**Cutoff convergence of phosphorus pseudo-atom levels for four radius sets**

The table holds the occupation-weighted error of the 3s and 3p levels against the cutoff of a spherical Bessel basis, relative to 400 Ry, for Troullier-Martins pseudopotentials of P (ld1.x, PBEsol, non-relativistic). The program evaluates the tail integral of the Bessel transform of the sampled base-run pseudo-waves, without fitting to any error value, and tests scaling with wave number times s radius as well as a single power law or exponential. The integral matches the s excess within 7% from 15 to 80 Ry and is 21% high at 10 Ry; the zeros of the s transform at 21.5 and 54.2 Ry fall on the shelves of the base curve. Scaling with radius is partial, with threshold exponents from −1.1 to −2.0, and for the smallest radii it does worse than no scaling. The swap of order at 21 Ry comes from the p level.

Calculated values. Phosphorus pseudo-atom in ld1.x 7.5 with non-relativistic PBEsol and separable Troullier-Martins potentials: [Ne] core, 3s2 3p3 valence, p channel local, nonlinear core correction. The base radii are 1.75 bohr for s and 1.85 bohr for p. Level errors are weighted by occupation and taken relative to 400 Ry, in a basis of spherical Bessel functions in a 20 bohr box.

## Script

```python
# Table: ld1.x, P Troullier-Martins pseudo-atom (PBEsol, non-relativistic): occupation-weighted level error (mRy)
# against Bessel-basis cutoff (Ry) for four radius sets. Tested: tail integral of the pseudo-wave transform,
# scaling with q*r_s, and a single power law or exponential as rivals.
T = {
    'cutoff': [10, 15, 21, 30, 40, 50, 60, 80, 100, 140, 200, 300],  # Ry
    'run0': [75.53, 20.38, 9.15, 5.99, 1.22, 0.33, 0.28, 0.04, 0.02, 0.0, 0.0, 0.0],  # mRy
    'run1': [96.25, 26.44, 8.99, 7.21, 2.38, 0.45, 0.29, 0.14, 0.02, 0.02, 0.0, 0.0],  # mRy
    'run2': [62.39, 16.11, 8.24, 4.75, 0.72, 0.31, 0.22, 0.02, 0.02, 0.0, 0.0, 0.0],  # mRy
    'run3': [26.32, 5.65, 4.05, 1.06, 0.14, 0.08, 0.0, 0.0, 0.0, 0.0, 0.0, 0.0],  # mRy
}
import numpy as np
from scipy.interpolate import CubicSpline
from scipy.special import spherical_jn
from scipy.integrate import trapezoid
E = np.array(T['cutoff'], float); q = np.sqrt(E)
K = ['run1', 'run0', 'run2', 'run3']; rs = dict(zip(K, [1.54, 1.75, 1.84, 2.18]))  # s radii (settings), bohr
Y = {k: np.array(T[k], float) for k in K}
# typed from further outputs of the same runs: s, p excess (mRy, 10-80 Ry), base pseudo-waves (step 0.185 bohr), levels (Ry)
S = {'run0': [35.53,8.57,3.96,2.95,.58,.15,.14,.02], 'run1': [46.22,11.93,4.03,3.53,1.13,.21,.13,.07], 'run2': [29.26,6.72,3.64,2.33,.33,.14,.11,.01]}
P = {'run0': [1.49,1.08,.41,.03,.02,.01,0,0], 'run1': [1.27,.86,.31,.05,.04,.01,.01,0], 'run2': [1.29,.89,.32,.03,.02,.01,0,0]}
W = [[.0633,.1354,.2253,.3401,.4775,.618,.7282,.7836,.7867,.7557,.7045,.6426,.5766],
     [.018,.0703,.1523,.2558,.3696,.4797,.5718,.6361,.6704,.6795,.6699,.6473,.616]]
eps = [-1.01743, -0.40353]
print('rounding floor: 0.005 mRy per level, up to 0.025 mRy in 2s+3p')
dev = max(abs(2*S[k][i]+3*P[k][i]-Y[k][i]) for k in S for i in range(8))
print('max |2s+3p - table| = %.3f mRy' % dev)
for k in S: print(k, 's share % at 10,15,21,30 Ry:', ' '.join('%.0f' % (200*S[k][i]/Y[k][i]) for i in range(4)))
print('21 Ry run1-run0 (mRy): total %.2f, 2s %.2f, 3p %.2f' % (Y['run1'][2]-Y['run0'][2], 2*(S['run1'][2]-S['run0'][2]), 3*(P['run1'][2]-P['run0'][2])))
for k in ['run1', 'run2', 'run3']: print(k, '/ base, 10-60 Ry:', ' '.join('%.2f' % x for x in Y[k][:7]/Y['run0'][:7]))
g = 0.185*np.arange(109); r = np.linspace(0, g[-1], 4000); Q = np.arange(0.02, 12.01, 0.02); tail = []
for l in (0, 1):
    u = np.array(W[l]); kap = np.sqrt(-eps[l]); x = g[10:14]; B = lambda z: np.c_[z**0, np.log(z), 1/z]
    c = np.linalg.lstsq(B(x), np.log(u[-4:])+kap*x, rcond=None)[0]  # ln u = c - kap r + a ln r + b/r
    full = np.r_[0, u, np.exp(B(g[14:])@c-kap*g[14:])]
    ur = CubicSpline(g, full, bc_type=((2-l, 0.0), (2, 0.0)))(r)
    qr = np.outer(Q, r); phi = np.sqrt(2/np.pi)*trapezoid(ur*qr*spherical_jn(l, qr), r, axis=1)
    z = Q[:-1][(phi[1:]*phi[:-1] < 0) & (Q[:-1] < 9.5)]
    print('l=%d norm %.3f; transform zeros at Ry:' % (l, trapezoid(ur**2, r)), np.round(z**2, 1), 'q*r_s:', np.round(z*rs['run0'], 1))
    tail.append([1e3*trapezoid(((Q**2-eps[l])*phi**2)[Q >= a], Q[Q >= a]) for a in q[:8]])
print('base: Ry | s calc, s model, model/calc | p calc, p model (mRy)')
for i in range(8): print('%3d | %.2f %.2f %.2f | %.2f %.2f' % (E[i], S['run0'][i], tail[0][i], tail[0][i]/S['run0'][i], P['run0'][i], tail[1][i]))
print('local slope dln(err)/dln(cutoff) @ mid q*r_s; run1 run0 run2 run3')
for i in range(7):
    s = ['%.1f@%.1f' % (np.log(Y[k][i+1]/Y[k][i])/np.log(E[i+1]/E[i]), rs[k]*(q[i]+q[i+1])/2) if Y[k][i+1] > 0.05 else '-' for k in K]
    print('%d-%d Ry:' % (E[i], E[i+1]), ' '.join(s))
print('interpolated cutoff (Ry) for threshold; exponent in r_s (pure scaling about -2)')
ex = []
for t in (20, 10, 5, 2, 1, 0.5):
    c = [np.interp(-np.log(t), -np.log(Y[k][Y[k] > 0.05]), q[Y[k] > 0.05])**2 for k in K]
    ex.append(np.polyfit(np.log([rs[k] for k in K]), np.log(c), 1)[0])
    print('%4.1f mRy:' % t, ' '.join('%.1f' % a for a in c), 'exponent %.2f' % ex[-1])
m0 = Y['run0'] > 0.03
for name, a, b in (('unscaled', 0, 0), ('f(q r)', 1, 0), ('f(q r)/r^2', 1, 2)):
    out = []
    for k in ['run1', 'run2', 'run3']:
        f = rs[k]/rs['run0']; xx = q*f**a; m = (Y[k] > 0.1) & (xx >= q[0]) & (xx <= q[m0][-1])
        d = np.interp(xx[m], q[m0], np.log(Y['run0'][m0]))-b*np.log(f)-np.log(Y[k][m]); j = np.argmax(abs(d))
        out.append('%s rms x%.2f worst %.2f@%dRy n=%d' % (k, np.exp(np.sqrt(np.mean(d**2))), np.exp(d[j]), E[m][j], m.sum()))
    print(name, 'pred/calc:', '; '.join(out))
for name, xx in (('power of cutoff', np.log(E[:7])), ('exponential in q (bohr)', q[:7])):
    p = np.polyfit(xx, np.log(Y['run0'][:7]), 1)
    print('base 10-60 Ry (rest near floor),', name, 'slope %.2f fit/calc:' % p[0], ' '.join('%.2f' % a for a in np.exp(np.polyval(p, xx))/Y['run0'][:7]))
    print('   at 80, 100 Ry fit gives (mRy):', ' '.join('%.3f' % a for a in np.exp(np.polyval(p, np.log(E[7:9]) if name[0] == 'p' else q[7:9]))))
assert all(np.all(np.diff(Y[k]) <= 0) for k in K)
assert np.all(Y['run3'][:7] < Y['run2'][:7]) and np.all(Y['run2'][:7] < Y['run0'][:7])
assert [int(E[i]) for i in range(8) if Y['run1'][i] < Y['run0'][i]] == [21]
assert dev < 0.03 and max(ex) < 0
```

It prints:

```
rounding floor: 0.005 mRy per level, up to 0.025 mRy in 2s+3p
max |2s+3p - table| = 0.000 mRy
run0 s share % at 10,15,21,30 Ry: 94 84 87 98
run1 s share % at 10,15,21,30 Ry: 96 90 90 98
run2 s share % at 10,15,21,30 Ry: 94 83 88 98
21 Ry run1-run0 (mRy): total -0.16, 2s 0.14, 3p -0.30
run1 / base, 10-60 Ry: 1.27 1.30 0.98 1.20 1.95 1.36 1.04
run2 / base, 10-60 Ry: 0.83 0.79 0.90 0.79 0.59 0.94 0.79
run3 / base, 10-60 Ry: 0.35 0.28 0.44 0.18 0.11 0.24 0.00
l=0 norm 0.999; transform zeros at Ry: [ 3.5 21.5 54.2] q*r_s: [ 3.3  8.1 12.9]
l=1 norm 0.997; transform zeros at Ry: [12.  34.3 66.3] q*r_s: [ 6.1 10.3 14.2]
base: Ry | s calc, s model, model/calc | p calc, p model (mRy)
 10 | 35.53 42.97 1.21 | 1.49 1.58
 15 | 8.57 8.55 1.00 | 1.08 1.25
 21 | 3.96 4.22 1.07 | 0.41 0.40
 30 | 2.95 2.90 0.98 | 0.03 0.03
 40 | 0.58 0.61 1.06 | 0.02 0.02
 50 | 0.15 0.15 1.01 | 0.01 0.01
 60 | 0.14 0.13 0.96 | 0.00 0.00
 80 | 0.02 0.02 0.93 | 0.00 0.00
local slope dln(err)/dln(cutoff) @ mid q*r_s; run1 run0 run2 run3
10-15 Ry: -3.2@5.4 -3.2@6.2 -3.3@6.5 -3.8@7.7
15-21 Ry: -3.2@6.5 -2.4@7.4 -2.0@7.8 -1.0@9.2
21-30 Ry: -0.6@7.7 -1.2@8.8 -1.5@9.3 -3.8@11.0
30-40 Ry: -3.9@9.1 -5.5@10.3 -6.6@10.9 -7.0@12.9
40-50 Ry: -7.5@10.3 -5.9@11.7 -3.8@12.3 -2.5@14.6
50-60 Ry: -2.4@11.4 -0.9@13.0 -1.9@13.6 -
60-80 Ry: -2.5@12.9 - - -
interpolated cutoff (Ry) for threshold; exponent in r_s (pure scaling about -2)
20.0 mRy: 16.5 15.1 14.1 10.8 exponent -1.23
10.0 mRy: 20.4 20.3 19.2 13.0 exponent -1.34
 5.0 mRy: 33.1 31.1 29.1 17.1 exponent -1.96
 2.0 mRy: 41.0 36.7 34.4 25.5 exponent -1.38
 1.0 mRy: 45.1 41.4 38.2 30.3 exponent -1.17
 0.5 mRy: 49.3 46.7 44.2 33.5 exponent -1.14
unscaled pred/calc: run1 rms x1.70 worst 0.29@80Ry n=8; run2 rms x1.31 worst 1.69@40Ry n=7; run3 rms x4.44 worst 8.71@40Ry n=5
f(q r) pred/calc: run1 rms x1.99 worst 3.28@50Ry n=7; run2 rms x1.22 worst 0.67@60Ry n=7; run3 rms x1.57 worst 0.48@30Ry n=5
f(q r)/r^2 pred/calc: run1 rms x2.53 worst 4.24@50Ry n=7; run2 rms x1.31 worst 0.60@60Ry n=7; run3 rms x1.94 worst 0.31@30Ry n=5
base 10-60 Ry (rest near floor), power of cutoff slope -3.17 fit/calc: 1.18 1.21 0.93 0.46 0.91 1.65 1.09
   at 80, 100 Ry fit gives (mRy): 0.123 0.061
base 10-60 Ry (rest near floor), exponential in q (bohr) slope -1.24 fit/calc: 0.84 1.29 1.20 0.61 1.05 1.54 0.79
   at 80, 100 Ry fit gives (mRy): 0.050 0.014
```
